A unit cell of wurtzite CdS brings two Cd 5s orbitals and six S 3p orbitals to the energy range around the gap. Coupling between them can make at most two bonding and two antibonding combinations, so at least four p combinations are left without an s partner. The lowest empty level is mainly Cd s, and any coupling to the filled p orbitals below pushes it up. The highest filled levels are the leftover p combinations, which that coupling does not touch. The coupling sets in away from the zone centre Γ, so the empty level should move much more there than the top of the filled ones.

ABINIT 10.8.3 calculation of wurtzite CdS at fixed geometry, using PBE with spin-orbit coupling, JTH PAW PBE v2.0 datasets, a 5x5x3 k mesh, a plane-wave cutoff of 435.382 eV and Fermi-Dirac smearing of 0.05 eV. Level energies are counted from the valence top on the mesh, and k points are given in fractions of the reciprocal cell vectors.

```
point a (reciprocal cell vector)  point b (reciprocal cell vector)  point c (reciprocal cell vector)  level under 4 (eV)  level under 3 (eV)  level under 2 (eV)  level under 1 (eV)  level over 1 (eV)  level over 2 (eV)
                          0.0000                            0.0000                            0.0000              -0.016              -0.016               0.000               0.000              1.160              1.160
                          0.4000                            0.2000                            0.0000              -1.511              -1.505              -1.325              -1.320              4.454              4.454
                          0.0000                            0.0000                            0.3333              -0.230              -0.230              -0.198              -0.198              2.388              2.388
                          0.2000                            0.0000                            0.3333              -0.753              -0.731              -0.525              -0.507              3.180              3.195
                          0.4000                            0.0000                            0.3333              -1.026              -1.019              -0.979              -0.966              3.271              3.272
                          0.2000                            0.2000                            0.3333              -1.250              -1.234              -0.876              -0.874              3.811              3.820
                          0.4000                            0.2000                            0.3333              -1.540              -1.510              -1.114              -1.107              3.990              3.994
```

The columns "level under" and "level over" count outwards from the gap, and each row is one wave vector k in the same crystal. Levels come in pairs that differ in spin, so the two empty levels are one band. Spin-orbit coupling splits such a pair at some points, because the crystal has no inversion centre, but by 30 meV at most. The pair means used below are therefore safe on the scale of the trend.

On this mesh both band edges lie at Γ, point 1, with a PBE gap of 1.16 eV. At the other points the empty pair stands 1.2 to 3.3 eV above its place at Γ, and this rise supplies between 68 and 86 percent of the growth of the gap. The top filled pair sinks too, though less at every point. Its sinking must come from what the counting leaves out, probably the coupling of S orbitals with each other and with the other Cd orbitals, 4d and 5p.

The coupling grows away from Γ for a reason of symmetry. Each S atom sits between four Cd atoms, and a p orbital has a positive and a negative lobe. In the lowest empty level at Γ all Cd s orbitals have the same phase, so their contributions to a p orbital cancel in a regular tetrahedron. A wave vector other than zero gives the four atoms different phases, and the cancellation fails.

This can be turned into a formula. The unit vectors from S to two different Cd neighbours have the scalar product −1/3. Summing the squared coupling over the three p orbitals then gives a strength

W = w (12 − P)

where w is a constant and P is the sum of phase factors over the twelve nearest Cd atoms, equal to 12 at Γ. With a, b and c for the three coordinates of the point in the table, the hexagonal stacking gives, for the lower of the two Cd s combinations,

g = cos 2πa + cos 2πb + cos 2π(a + b)
P = 2g + 2 cos(πc) √(3 + 2g)

An s level at height G, the gap at Γ, that couples to a flat p level at zero rises by an amount R that obeys

R (R + G) = W

Close to Γ the rise is about W/G and grows as the square of the distance. Farther out it grows only as the square root of W, and W itself is bounded because the phases repeat. The band thus curves upwards strongly at Γ and flattens farther out.

Point 3, on the hexagonal axis, serves to set the constant. There 12 − P is 3.00 and the empty pair has risen by 1.228 eV, so that

w = 1.228 × (1.228 + 1.160) / 3.00 = 0.98 eV²

Point 4, which had no part in setting w, has 12 − P = 6.27. Hence

W = 0.98 × 6.27 = 6.1 eV²
R = √(0.58² + 6.1) − 0.58 ≈ 1.96 eV

The table has 2.03 eV. A parabola through the same point 3, the usual picture of an electron with one fixed mass, is already 0.75 eV too high at point 4 and useless beyond it. Nor is it enough that the phases repeat: a rise simply proportional to 12 − P, set at point 3, would reach 4.4 eV at point 6, where the empty pair has risen by only 2.7 eV. The output printed below compares the two-level formula and the parabola with all points, in the row order of the table.

The formula also comes close at point 6, but it fails clearly at point 5. That point lies farther from Γ than point 6, yet its empty pair is 0.54 eV lower. Its phase sum lies between those of points 6 and 2, so a rule in which the level simply rises with 12 − P must place it between them. The calculation puts it below both, and the formula is 0.77 eV too high.

Letting the p level sink as the top filled pair does is an obvious repair, but it still leaves point 5 too high by 0.53 eV and makes point 2 worse. The likelier cause lies above the gap. In calculations for GaN, which has the same structure, the empty band has a side valley on the line from M to L, at the edge of the zone, and point 5 lies near that line. Even models with all s and p orbitals on nearest neighbours tend to place such valleys too high, because they lack the higher empty states that press the level down. The two-level formula leaves out S 3s and Cd 5p as well. S 3s alone could not reverse the order of the points, because its coupling to the nearest Cd s orbitals also depends only on P. Cd 5p could, and the level at point 5 may not even be mainly Cd s. That higher states lower the level here is an inference from a related crystal, since the table holds energies and no orbital characters.

Points 2 and 7 show the same weakness in another way. They share their in-plane coordinates and differ only along the hexagonal axis. The empty pair is 0.46 eV higher at point 2, whereas the formula expects almost no difference, and a slight one of the opposite sign. The lowering seen at point 5 may reach as far as point 7, which lies at the same height along the axis, but this is a guess.

The two-level formula also shows what the choice of functional does to an electron near the band edge. PBE is known to make the gaps of semiconductors such as CdS much too small, and G is such a gap. For a given coupling the initial rise W/G is then too steep, and the effective mass of the electron comes out too light. A fault in the gap is therefore also a fault in the curvature, and shifting the empty levels rigidly upwards mends only the first.

CdSe, the neighbour with the same structure, follows the same argument. Its gap is smaller, so its electrons are lighter, and the heavier anion makes the spin-orbit splittings of the filled levels larger. The counting of s and p orbitals is unchanged, and so is the contrast between a steep empty band and a flatter top filled one.

In practice, the region around Γ decides how ordinary conduction electrons behave in CdS, since point 5, near the suspected side valley, lies 2.11 eV above the edge. For electrons with more energy than a few tenths of an eV, replace the parabola by the two-level formula, with G taken from experiment or from a method that gives the gap well. For side valleys trust neither: compute the levels on a fine line from M to L, because a coarse mesh can pass beside the minimum.

Numerical output:

```
Shifts from Gamma:
  row  distance in 1/angstrom  rise of empty pair in eV  fall of top filled pair in eV  gap at the point in eV
  0.0                       0                         0                              0                    1.16
  0.4                  0.9251                     3.294                          1.323                   5.776
  0.0                  0.3108                     1.228                          0.198                   2.586
  0.2                  0.4678                     2.027                          0.516                   3.704
  0.4                  0.7653                     2.111                         0.9725                   4.244
  0.2                  0.6807                     2.655                          0.875                   4.691
  0.4                  0.9759                     2.832                          1.111                   5.103
Rise of the empty pair:
  row  12 minus phase sum  s-p model in eV  its miss in eV  miss of parabola in eV  miss with sinking p level in eV
  0.0                   0                0               0                       0                                0
  0.4               13.38            3.083         -0.2107                   7.582                          -0.5718
  0.0               2.999            1.228       -2.22e-16                       0                         2.22e-16
  0.2               6.266            1.962        -0.06531                  0.7542                          -0.1569
  0.4               11.91            2.881          0.7694                   5.331                           0.5295
  0.2               10.76            2.715          0.0599                   3.234                          -0.1472
  0.4                  14            3.165          0.3328                   9.272                          0.04658
Splittings in meV:
  row  empty pair  top filled pair  second filled pair  between filled pairs
  0.0           0                0                   0                    16
  0.4           0                5                   6                 185.5
  0.0           0                0                   0                    32
  0.2          15               18                  22                   226
  0.4           1               13                   7                    50
  0.2           9                2                  16                   367
  0.4           4                7                  30                 414.5
Smallest share of the empty pair in the growth of the gap (%): 68.47
Largest share of the empty pair in the growth of the gap (%): 86.11
Empty pair, point 5 less point 6 (eV): -0.544
Empty pair, point 2 less point 7 (eV): 0.462
The same difference in the s-p model (eV): -0.08155
Fall of top filled pair, point 2 less point 7 (eV): 0.212
Rms miss of s-p model over the five test points (eV): 0.3886
Rms miss of parabola over the same points (eV): 6.048
Rms miss with sinking p level over the same points (eV): 0.3622
```
